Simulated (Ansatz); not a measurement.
## Swapping H for Cl on Ge: the dipole moment

Gas-phase molecules. On one Ge centre that keeps SH, n of the H ligands are replaced by Cl. The dipole moment y in D at wB97M-V/def2-TZVPP. Shapes: PBE0-D4/def2-TZVP. Flexible molecules stand in one conformer, not always the lowest. Programs: Ansatz 0.2.0.

```
  molecule  n  y (D)
  GeH3(SH)  0   1.27
GeH2(SH)Cl  1      ?
GeH(SH)Cl2  2   2.02
 Ge(SH)Cl3  3   1.43
```

Q: Fit y = c + s·n to the known rows and predict GeH2(SH)Cl.

A: 
1. Means of the 3 rows: n = 1.66667, y = 1.573.
2. Σ(Δn)² = 4.6667, Σ(Δn·Δy) = 0.46333, so the slope is 0.46333/4.6667 = 0.099284.
3. Intercept: 1.573 − (0.099284) × 1.66667 = 1.408. The largest residual of the fit is 0.41.
4. GeH2(SH)Cl: 1.408 + (0.099284) × 1 = 1.51 D.

The run gave 1.67 D, so the prediction is off by -0.16 D, within the largest residual. The steps per swap are uneven (+0.40, +0.35, -0.59), so a line is a poor model. Dipoles add as vectors. Other levels give for GeH2(SH)Cl: r2SCAN-D4/def2-TZVPP 1.65; B3LYP-D4/def2-TZVPP 1.64 D. Relativity is left out for Ge. The series isn't monotonic at this level.

The dipole moment climbs from 1.27 D in GeH3(SH) to 2.02 D with two chlorines, then falls to 1.43 D in Ge(SH)Cl3. The turnover probably reflects geometry more than any loss of bond polarity. Chlorine is much more electronegative than germanium, so each Ge–Cl bond adds a sizeable moment, whereas Ge–H is only weakly polar. In a near-tetrahedral arrangement, three equal Ge–Cl moments largely cancel, leaving a resultant about as large as a single one. That resultant points away from sulfur and so opposes the Ge–S contribution. With one or two chlorines the cancellation is less complete. The S–H bond and sulfur lone pairs add a part that depends on how the SH group is turned, so simple bond additivity can only be approximate.

For GeH2(SH)Cl the three functionals span just 1.64 to 1.67 D, which suggests that the fit misses because of its linear form, not the choice of functional. The small positive slope is therefore no measure of a chlorine substituent's polarity.
